## Appendix: Random mixing in the Flood–Førland–Grjotheim equations and the first ordering correction

### A.1 Model and conventions

The melt contains monovalent cations A, B and anions X, Y. Cation fractions obey $y_A+y_B=1$ and anion fractions $y_X+y_Y=1$. Molar quantities refer to one mole of salt. $G_{ij}$ is the molar Gibbs energy of the pure liquid salt $ij$ at the temperature $T$ of the melt, and the pure liquids are the standard states. The exchange energy

$$\Delta G=G_{AY}+G_{BX}-G_{AX}-G_{BY}$$

is positive when AX + BY is the stable pair. We write $P=y_Ay_By_Xy_Y$.

Place $N$ cations and $N$ anions on two interpenetrating sublattices, each ion having $Z$ neighbours of opposite charge. Only these neighbours interact, with pair free energies $\varepsilon_{ij}=G_{ij}/(ZN_{\rm Av})$, where $N_{\rm Av}$ is the Avogadro constant. If $p_{ij}$ is the fraction of cation–anion pairs of type $ij$,

$$G=\sum_{ij}p_{ij}G_{ij}-TS_{\rm conf}.\tag{A1}$$

### A.2 Where random mixing enters

The four $p_{ij}$ obey the balances $p_{AX}+p_{AY}=y_A$, $p_{AX}+p_{BX}=y_X$ and $\sum p_{ij}=1$. One degree of freedom $\delta$ remains:

$$p_{AX}=y_Ay_X+\delta,\quad p_{BY}=y_By_Y+\delta,\quad p_{AY}=y_Ay_Y-\delta,\quad p_{BX}=y_By_X-\delta .\tag{A2}$$

Random mixing on each sublattice (Temkin, 1945) enters (A1) twice. It sets $\delta=0$ in the pair sum, and it counts all arrangements equally in $S_{\rm conf}$:

$$G_0=\sum_{ij}y_iy_jG_{ij}+RT\Big(\sum_iy_i\ln y_i+\sum_jy_j\ln y_j\Big).\tag{A3}$$

Adding one mole of AX to the melt gives, with the four fractions treated as independent variables,

$$\mu_{AX}=G+\frac{\partial G}{\partial y_A}+\frac{\partial G}{\partial y_X}-\sum_{k}y_k\frac{\partial G}{\partial y_k},\tag{A4}$$

where $k$ runs over all four ions. For the bilinear part of (A3) the coefficient of $G_{AX}$ is $y_A+y_X-y_Ay_X=1-y_By_Y$, those of $G_{AY}$ and $G_{BX}$ are $y_By_Y$, and that of $G_{BY}$ is $-y_By_Y$. This is the result of Flood, Førland and Grjotheim (1954), abbreviated FFG:

$$RT\ln a_{AX}=RT\ln(y_Ay_X)+y_By_Y\,\Delta G .\tag{A5}$$

For anion exchange with a reservoir, say the ideal gases in $\mathrm{X^-+HY\rightleftharpoons Y^-+HX}$, define $K=(y_Y/y_X)(f_{HX}/f_{HY})$ with partial pressures $f$, and $RT\ln K_i=-(G_{iY}-G_{iX}+G^\circ_{HX}-G^\circ_{HY})$ for cation $i$. Equilibrium requires $\mu_{AY}-\mu_{AX}=\mu_{HY}-\mu_{HX}$, and (A4) gives $\mu_{AY}-\mu_{AX}=\partial G/\partial y_Y-\partial G/\partial y_X$. With (A3),

$$\ln K=y_A\ln K_A+y_B\ln K_B,\qquad \ln K_A-\ln K_B=-\Delta G/RT.\tag{A6}$$

For cations of different charge the weights become equivalent fractions $N_i=z_in_i/\sum_jz_jn_j$, with all $K_i$ written for the same number of equivalents. For monovalent ions $N_i=y_i$, and only that case is treated here.

The assumption is not self-consistent at finite $Z$. By (A2) the pair sum equals $\sum y_iy_jG_{ij}-\delta\,\Delta G$, which is linear in $\delta$. The entropy is maximal at $\delta=0$ and falls only quadratically. For $\Delta G\neq0$ the minimum of $G$ therefore lies at $\delta\neq0$.

### A.3 The first correction

Let $s_i=1$ if cation site $i$ holds A and $t_j=1$ if anion site $j$ holds X, and zero otherwise. The pair energy is a constant, plus terms linear in $s_i$ or $t_j$, plus $-w\,s_it_j$ with $w=\Delta G/(ZN_{\rm Av})$. Set $s_i=y_A+\sigma_i$ and $t_j=y_X+\tau_j$. At fixed composition $\sum\sigma_i=\sum\tau_j=0$, so all linear terms drop out and

$$E=E_0-w\sum_{ij}C_{ij}\sigma_i\tau_j ,$$

where $C_{ij}=1$ for neighbours and 0 otherwise, and $E_0$ is the random-mixing value. Each row and column of $C$ sums to $Z$. The partition function is the number of arrangements times $\langle e^{-E/k_BT}\rangle_0$, averaged over random arrangements. Expanding the logarithm in the cumulants $\kappa_n$ of $E$,

$$G_{\rm tot}=-TS_{\rm Temkin}+\kappa_1-\frac{\kappa_2}{2k_BT}+\frac{\kappa_3}{6(k_BT)^2}-\dots\tag{A7}$$

In the random ensemble the sublattices are independent, so $\kappa_1=E_0$. Equation (A3) is thus (A7) cut after the first cumulant.

For the second cumulant, $\langle\sigma_i^2\rangle_0=y_Ay_B$ and $\sum_i\sigma_i=0$ give $\langle\sigma_i\sigma_k\rangle_0=y_Ay_B\frac{N}{N-1}Q_{ik}$ with $Q_{ik}=\delta_{ik}-1/N$ (Kronecker symbol), and likewise for $\tau$. Since $(QCQ)_{ij}=C_{ij}-Z/N$, the trace of $QCQC^{\rm T}$ is $NZ-Z^2$, and

$$\kappa_2=w^2P\,\frac{N^2\,Z(N-Z)}{(N-1)^2}\;\longrightarrow\;NZw^2P\quad(N\to\infty).$$

Per mole of salt the first correction is

$$G_2=-\Lambda\,y_Ay_By_Xy_Y,\qquad \Lambda=\frac{(\Delta G)^2}{2ZRT}=\tfrac12ZRT\,u^2,\qquad u=\frac{\Delta G}{ZRT}.\tag{A8}$$

Within the pair model this is exact at order $u^2$ for any lattice of coordination $Z$. It is negative for either sign of $\Delta G$ and vanishes on all four common-ion binary edges. A term of the same composition dependence appears in the conformal ionic solution treatment of Blander and Yosim (1963), which needs no lattice; the lattice value (A8) is the usual estimate of its coefficient.

The quasichemical (pair) approximation shows the structure behind (A8). It takes

$$G-G_0=-\delta\,\Delta G+ZRT\sum_{ij}p_{ij}\ln\frac{p_{ij}}{y_iy_j},\tag{A9}$$

and $\partial G/\partial\delta=0$ yields $p_{AX}p_{BY}/(p_{AY}p_{BX})=e^{u}$. Using $\sum1/(y_iy_j)=1/P$ and the corresponding alternating sum of $1/(y_iy_j)^2$, the entropy sum expands as $\delta^2/2P-(y_B-y_A)(y_Y-y_X)\delta^3/6P^2$. To leading order $\delta=Pu$. The pair sum then falls by $2\Lambda P$, the entropy term rises by $\Lambda P$, and the net change is (A8). The cubic term evaluated at $\delta=Pu$ gives the next order:

$$G_3=G_2\cdot\tfrac13u\,(y_B-y_A)(y_Y-y_X),\qquad |G_3/G_2|\le|u|/3.\tag{A10}$$

### A.4 Corrected activity and exchange equations

$G_2$ is homogeneous of degree four in the $y_k$, so (A4) gives $-3G_2+\partial_AG_2+\partial_XG_2$. With $a_{AX}=\gamma_{AX}\,y_Ay_X$,

$$RT\ln\gamma_{AX}=y_By_Y\,\Delta G-\Lambda\,y_By_Y\,(y_A+y_X-3y_Ay_X).\tag{A11}$$

The bracket is bilinear and lies between $-1$ and $+1$, so the correction never exceeds $|u|/2$ of the FFG term. It vanishes for AX infinitely dilute in pure BY. The function $y_By_Y(y_A+y_X-3y_Ay_X)$ has interior stationary points only at $y_A=y_X=(3\mp\sqrt3)/6$, with values 0.180 and $-0.013$. Its largest magnitude, $1/4$, occurs on the edges, at $y_A\to0$, $y_X=1/2$ and at $y_X\to0$, $y_A=1/2$. The correction to $RT\ln\gamma_{AX}$ is therefore at most $\Lambda/4$.

For the exchange, $\partial_YG_2-\partial_XG_2=-\Lambda y_Ay_B(y_X-y_Y)$, so

$$\ln K=y_A\ln K_A+y_B\ln K_B+\frac{\Lambda}{RT}\,y_Ay_B\,(y_X-y_Y).\tag{A12}$$

The straight line (A6) acquires a curvature, and $K$ now depends on the anion composition. A minority anion seeks out its preferred cation and is stabilised, which raises $K$ when Y is the minority and lowers it when X is.

The trace limit can be solved to all orders. For $y_Y\to0$ the host AX–BX is exactly random in the pair model. Replacing one X by Y changes the energy by a sum over $Z$ independent neighbours, so

$$\mu_{AY}-\mu_{AX}=RT\ln\frac{y_Y}{y_X}-ZRT\ln\sum_iy_i\,e^{-(G_{iY}-G_{iX})/ZRT},$$

and the equilibrium condition becomes

$$K^{1/Z}=y_AK_A^{1/Z}+y_BK_B^{1/Z}.\tag{A13}$$

This power mean tends to the geometric mean (A6) as $Z\to\infty$, and its $1/Z$ term is (A12) at $y_X=1$. At $y_A=1/2$ the departure from (A6) is $Z\ln\cosh(u/2)$.

### A.5 Size in the Na,K//Cl,Br melt

Take A = Na, B = K, X = Cl, Y = Br and $T=1100$ K, above the melting points of all four salts. The inputs are approximate typical values: $\Delta G\approx+6$ kJ mol$^{-1}$ for NaCl + KBr → NaBr + KCl between the liquids, with 5 to 7 kJ mol$^{-1}$ as an assumed spread, and the conventional $Z=6$. All numbers below are the model's. They are

$$\Delta G/RT=0.656,\quad u=0.109,\quad \Lambda=0.33\ \text{kJ mol}^{-1},\quad \Lambda/RT=0.036 .$$

At the centre of the composition square $\delta=u/16=0.0068$. A neighbour of Na$^+$ is Cl$^-$ with probability $p_{AX}/y_A=0.514$ in place of one half, and $G_2=-21$ J mol$^{-1}$. The correction to $\ln\gamma$ is at most 5.5 % of the FFG term and at most $\Lambda/4=82$ J mol$^{-1}$, or 0.9 % in the activity. In $\ln K$, which spans 0.656 from the sodium to the potassium melt, the largest departure from linearity is 0.00897 from (A12) and 0.00896 from (A13); the third figure serves only to show the convergence in $u$.

Higher orders are small. By (A10), $G_3$ is at most 3.6 % of $G_2$. The pair approximation first fails at order $u^4$, through four-membered rings. At the centre $\sigma,\tau=\pm\frac12$, each ring contributes $-k_BT(u/4)^4$, and the rock-salt lattice has six rings per formula unit. Their sum is $u^2/8=0.15$ % of $G_2$.

A natural scale follows from (A3). At the centre the Hessian in $(y_A,y_X)$ has diagonal elements $4RT$ and off-diagonal elements $-\Delta G$, so FFG predicts demixing below $T_0=|\Delta G|/4R$. With constant $\Delta G$ this is 180 K, far below freezing. Since $|u|=4T_0/ZT$, the bound $|u|/2$ reaches $1/3$ for $Z=6$ only at $T=T_0$, which at 1100 K needs $|\Delta G|=37$ kJ mol$^{-1}$.

### A.6 Terms that rival the correction

Equation (A3) also treats the four common-ion binaries as ideal. In regular-solution form their contribution is

$$G^E=y_Ay_B(y_X\lambda_X+y_Y\lambda_Y)+y_Xy_Y(y_A\lambda_A+y_B\lambda_B),\tag{A14}$$

where the subscript of $\lambda$ names the common ion. Interactions between two like-charged ions contain $\sigma\sigma$ or $\tau\tau$. Their covariance with $\sigma\tau$ holds a lone $\tau$ or $\sigma$ whose average is zero, so they leave (A8) unchanged at second order. As approximate typical inputs, enthalpic in origin and with excess entropies neglected, take $\lambda_{\rm Cl}\approx-2.0$, $\lambda_{\rm Br}\approx-2.1$, $\lambda_{\rm Na}\approx+0.3$ and $\lambda_{\rm K}\approx+0.2$ kJ mol$^{-1}$. $G^E$ is of degree three, so (A4) gives $-2G^E+\partial_AG^E+\partial_XG^E$. The contributions to $RT\ln\gamma_{\rm NaCl}$, in kJ mol$^{-1}$, are:

| $y_{\rm Na}$ | $y_{\rm Cl}$ | FFG, (A5) | ordering, (A11) | binaries, (A14) |
|---|---|---|---|---|
| 0.5 | 0.5 | 1.5 | −0.021 | −0.4 |
| →0 | 0.5 | 3.0 | −0.082 | −2.0 |
| 0.5 | →0 | 3.0 | −0.082 | −0.25 |
| 0.8 | 0.8 | 0.24 | +0.004 | −0.06 |
| →0 | →0 | 6.0 | 0 | −1.9 |

In every row the binary term exceeds the ordering term. At the centre $G^E=-0.45$ kJ mol$^{-1}$, about 22 times $G_2$. A change of 1 kJ mol$^{-1}$ in $\Delta G$ moves the FFG entry of the second and third rows by 0.5 kJ mol$^{-1}$, six times the ordering term. For activities in this melt, adding (A8) while omitting (A14) gains nothing.

The exchange equilibrium behaves differently. With both corrections,

$$RT\ln K=\sum_iy_i\big[RT\ln K_i-(y_X-y_Y)\lambda_i\big]+y_Ay_B\big[\lambda_X-\lambda_Y+\Lambda\,(y_X-y_Y)\big].\tag{A15}$$

The first sum is still linear in the cation fractions. Its $\lambda_i$ part shifts $\ln K$ by $-0.027$ at $y_A=1/2$, $y_Y\to0$, and it is absorbed when $K_i$ is replaced by the apparent constant of the single-cation melt at the same anion composition. In the curvature the two large parameters nearly cancel. Their difference, $\lambda_X-\lambda_Y\approx0.1$ kJ mol$^{-1}$, is no larger than the rounding of its inputs and stands against $\Lambda=0.33$ kJ mol$^{-1}$. Ordering is therefore of the same order as the binary part of the curvature and, with these inputs, larger. The two differ in symmetry. Going from trace bromide to trace chloride, the departure from linearity at $y_A=1/2$ changes by $\Lambda/2RT=0.018$ in $\ln K$, independently of $\lambda_X-\lambda_Y$. Any other contribution to $G$ proportional to $P$, such as a coupling of local volume to composition, has the same signature and cannot be told apart from ordering in this way.

### A.7 Dependence on the inputs

$\Lambda$ scales as $(\Delta G)^2/Z$. For $Z=6$ the spread 5 to 7 kJ mol$^{-1}$ gives $\Lambda$ from 0.23 to 0.45 kJ mol$^{-1}$. The inputs were chosen to represent the typical behaviour of this system, a weakly reciprocal and fully miscible liquid. The weakest choice is $Z$. Molten alkali halides typically have nearer four to five unlike neighbours than six, so $Z=6$ probably understates $\Lambda$, by a factor of up to 1.5; $Z=4$ gives 0.49 kJ mol$^{-1}$. Over $Z=4$ to 6 and the assumed spread in $\Delta G$, the model's largest ordering correction $\Lambda/4RT$, to $\ln\gamma$ or to $\ln K$, lies between 0.006 and 0.018.